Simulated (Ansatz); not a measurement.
# SbH2Cl (SMILES [H][Sb]([H])[Cl]): the energy, rung by rung

SbH2Cl: 4 atoms, total charge 0, spin state singlet. As SMILES, `[H][Sb]([H])[Cl]`. Geometry: a GFN2-xTB relaxation, a rough one for these elements and not checked as a minimum.

```xyz
4

Sb    0.0579    0.1138    0.8142
H     1.4517    0.1209   -0.1639
H    -0.5700    1.3384   -0.1883
Cl   -0.9396   -1.5731   -0.4620
```

Quantity: the energy change with the Sb1–H3 bond stretched from 1.703 to 3.405 Å, in eV. The values are calculated.

```csv
level,kind,program,value (eV),less FCI/STO-3G,CPU time (all runs)
HF/STO-3G (restricted),Hartree–Fock,Ansatz,7.45,+3.94,0.78 s
BLYP/STO-3G (restricted),GGA,Ansatz,4.70,+1.19,3.9 s
r2SCAN/STO-3G (restricted),meta-GGA,Ansatz,5.21,+1.70,11 s
B3LYP/STO-3G (restricted),global hybrid,Ansatz,5.34,+1.83,4.1 s
BHLYP/STO-3G (restricted),global hybrid,Ansatz,6.23,+2.72,4.2 s
CAM-B3LYP/STO-3G (restricted),range-separated hybrid,Ansatz,6.04,+2.53,4.7 s
RPA@PBE/STO-3G (restricted),RPA,Ansatz,4.45,+0.94,7.5 s
BCCD(T)/STO-3G (restricted),coupled cluster or CI,Ansatz,3.50,-0.01,1.1 s
FCI/STO-3G,exact in the basis,Ansatz,3.51,0.00,2.2 s
```

FCI/STO-3G is exact within its basis and frozen core, so for wave-function methods in that basis the difference is their error; functionals converge differently with the basis, so for them it is only a difference. Spin-restricted single references rise too steeply as a bond breaks, Hartree–Fock most of all. Perturbation and coupled-cluster corrections on them can overshoot downwards. All-electron rows without a relativistic Hamiltonian named are non-relativistic. The first shape isn't each level's own minimum. The values span 3.50 to 7.45 eV. All rows use very small basis sets, so even the best lies far from the true value. In the correlated wave-function rows the outer d shell of Sb is correlated, in sets not made for it. CPU times are rough (shared hosts, several kinds of processor): they show what a rung costs within a factor of a few.

Stretching the Sb–H bond brings its σ and σ* orbitals close in energy, so the singlet needs both the σ² and σ*² configurations to place one electron on each fragment. A single closed-shell determinant instead retains too much ionic character, which explains the Hartree–Fock value of 7.45 eV against 3.51 eV for FCI. From BLYP through B3LYP to BHLYP the energy climbs with the share of exact exchange, because semilocal exchange partly mimics the missing left–right correlation. r2SCAN lies above BLYP without any exact exchange, so that share isn't the only factor.

BCCD(T) nearly reproduces FCI, probably because breaking one electron-pair bond chiefly requires the double excitation it treats explicitly. This doesn't establish similar accuracy at longer separations or for multiple bonds. Even the FCI value looks high for an Sb–H bond, probably because the hydrogen function in STO-3G is contracted for molecules and describes a nearly free atom poorly. A single stretched geometry also can't show whether the curve has reached its dissociation plateau.
